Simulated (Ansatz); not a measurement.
# A series in volume scale on HfO2

All results are calculated (Ansatz 0.2.0). Free energy against uniform scaling of the volume at fixed shape and fractions; periodic cell, basis, potentials, k mesh and filling as listed.

The cell before it is scaled or strained (space group Fm-3m, No. 225):
```
CELL_PARAMETERS angstrom
0.00000 2.55750 2.55750
2.55750 0.00000 2.55750
2.55750 2.55750 0.00000
ATOMIC_POSITIONS crystal
Hf 0.00000 0.00000 0.00000
O 0.25000 0.25000 0.25000
O 0.75000 0.75000 0.75000
```

Settings of every row: functional PBE; dispersion D4; potentials PAW; wave cutoff 550 eV; density cutoff 2200 eV; k mesh 6x6x6; k shift 0x0x0; occupations fixed; smearing width 0 eV; spin none.

Limits: no spin-orbit coupling, which can matter with elements this heavy.

| row | volume scale | V (Å³/atom) | energy above lowest point (meV/atom) | pressure (GPa) |
| --- | --- | --- | --- | --- |
| 1 | 0.92 | 10.26 | 31.8 | 17.06 |
| 2 | 0.9467 | 10.558 | 8.4 | 8.37 |
| 3 | 0.9733 | 10.854 | 0 | 0.84 |
| 4 | 1 | 11.152 | 4.6 | -5.69 |
| 5 | 1.0267 | 11.45 | ? | ? |
| 6 | 1.0533 | 11.746 | 46.3 | -16.27 |
| 7 | 1.08 | 12.044 | 80.6 | -20.52 |

Question: what energy above lowest point and pressure should row 5 give?

Worked fit of energy above lowest point. Take u = (V_r/V)^(2/3) − 1 with V_r = 11.003 Å³ an atom, which is twice the finite (Eulerian) strain; such expansions in the strain, on which the Birch-Murnaghan equation of state is built, carry the rest volume and the bulk modulus. The shown rows have u = 0.04771, 0.0279, 0.00913, -0.00893, -0.04263, -0.05849. Least squares give energy above lowest point = 0.8 − 256 × u + 18970 × u² meV/atom; a straight line predicts inner rows, each left out in turn, worse (root mean square 21 against 0.093 meV/atom). The rows lie off it by 0.0, 0.0, 0.0, 0.0, 0.1, -0.1. Its lowest point lies at u = 0.0067, or V = 10.89 Å³ an atom, and the curvature there gives the bulk modulus at fixed shape and fractions, B = (4/9)(1 + u)² E″(u)/V = 251 GPa. The withheld row has u = -0.0262, so the fit gives 0.8 − 256 × (-0.0262) + 18970 × (-0.0262)² = 20.5 meV/atom.

The calculation gave 20.6 meV/atom. The fit lies 0.1 meV/atom (0.12 % of the column's range) below it, one unit of the last digit.

Worked fit of pressure. Take u = (V_r/V)^(2/3) − 1 with V_r = 11.003 Å³ an atom, which is twice the finite (Eulerian) strain; such expansions in the strain, on which the Birch-Murnaghan equation of state is built, carry the rest volume and the bulk modulus. The shown rows have u = 0.04771, 0.0279, 0.00913, -0.00893, -0.04263, -0.05849. Least squares give pressure = −2.537 + 364.09 × u + 973.1 × u² GPa; a straight line predicts inner rows, each left out in turn, worse (root mean square 1.1 against 0.033 GPa). The rows lie off it by 0.01, -0.01, -0.03, 0.02, 0.02, -0.02. The pressure vanishes at u = 0.0068, or V = 10.89 Å³ an atom, and there the bulk modulus at fixed shape and fractions is B = −V dP/dV = (2/3)(1 + u) dP/du = 253 GPa. The withheld row has u = -0.0262, so the fit gives −2.537 + 364.09 × (-0.0262) + 973.1 × (-0.0262)² = -11.41 GPa.

The calculation gave -11.36 GPa. The fit lies 0.05 GPa (0.13 % of the column's range) below it; its largest miss of a shown row is 0.03 GPa.
